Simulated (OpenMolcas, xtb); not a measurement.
## How methods differ on SiH4O (silanol)

SiH4O: 6 atoms, total charge 0, spin state singlet. As SMILES, `O[SiH3]`. The shape is that of a PBE0-D4/def2-TZVP optimisation.

Each level gives the vertical energy of the triplet above the singlet (eV). The values are calculated.

```tsv
level	kind	program	value (eV)	CPU time (all runs)
GFN1-xTB	semi-empirical	xtb	7.71	under 2 s
HF/cc-pVTZ	Hartree–Fock	OpenMolcas	6.92	63 s
SVWN5/cc-pVTZ	LDA	OpenMolcas	6.30	97 s
BLYP/cc-pVTZ	GGA	OpenMolcas	6.44	2 min
PBE/cc-pVTZ	GGA	OpenMolcas	6.35	2 min
TPSS/cc-pVTZ	meta-GGA	OpenMolcas	6.62	2.7 min
M06-2X/cc-pVTZ	hybrid meta-GGA	OpenMolcas	7.32	2.1 min
```

The values span 6.30 to 7.71 eV. The xTB rows lack spin polarisation, so open shells miss the exchange term that lowers them. A triplet this far above the singlet is often a Rydberg-like or dissociative state; sets without diffuse functions put Rydberg states too high. Times are those of the runs behind each value, whatever else they computed, on shared processors of several kinds: orders of magnitude only.

Every level places the triplet far above the singlet, as expected for a saturated closed-shell molecule. Silanol has only σ bonds and oxygen lone pairs, with no low-lying π* orbital to receive an electron. Unpairing therefore means promoting an electron, most likely from an oxygen lone pair, into a diffuse orbital or one that is antibonding along Si–O or Si–H, and little bonding is gained in return.

The local and semi-local functionals lie close together, from 6.30 to 6.62 eV, while M06-2X gives 7.32 eV. The gap does not simply grow with the share of exact exchange, since Hartree–Fock falls between them at 6.92 eV, probably because it omits the correlation that favours the singlet with its extra opposite-spin pair. The singlet ground state at this geometry is thus secure, but the size of the gap is much less so. Because the triplet was not relaxed, the values give neither an adiabatic gap nor a threshold for bond cleavage.
